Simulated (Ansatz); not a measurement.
From C to Ge: the dipole moment

All atoms of one element are swapped for its congeners: C2H5O (methoxymethyl) `[CH2]OC`; Si2H5O `[SiH2]O[SiH3]`; Ge2H5O `[GeH2][O][GeH3]`. All are doublets with charge 0.

Shapes, held fixed at every level: PBE0-D4/def2-TZVP. Flexible molecules stand in one conformer, not always the lowest. Programs: Ansatz 0.2.0. Values in D.

```
               level  C2H5O  Si2H5O  Ge2H5O
   PBE-D4/def2-TZVPP   1.27    0.34    0.85
r2SCAN-D4/def2-TZVPP   1.27    0.33    0.87
 B3LYP-D4/def2-TZVPP   1.32    0.35    0.92
  wB97M-V/def2-TZVPP   1.33    0.36    0.94
```

At wB97M-V/def2-TZVPP the dipole moment isn't monotonic: it is largest for C and smallest for Si (1.33 and 0.36 D). Every level shows the same order. Open shells run unrestricted unless RO is named. Relativity is left out for Ge unless named. Magnitudes only: a dipole under 1 D may point either way.

The dipole falls sharply from carbon to silicon and partly recovers at germanium, and the differences between elements far exceed the spread among functionals. The small silicon value is no sign of weakly polar bonds, since Si–O is more polar than C–O. It points instead to cancellation within the molecule. Siloxane linkages are typically much wider at oxygen than ethers, which sets the two E–O bond dipoles more nearly against each other, and the hydridic hydrogens on silicon alter the balance further. Germanium probably recovers part of the moment because Ge–O–Ge linkages are usually more bent than Si–O–Si. The filled 3d shell, which screens the nuclear charge poorly, also keeps germanium from being more electropositive than silicon, so the group does not change smoothly. The radical centre adds its own contribution, which depends on its pyramidalisation and on how the singly occupied orbital lies relative to the oxygen lone pairs. The total moments alone cannot separate these contributions from the effect of the angle at oxygen.
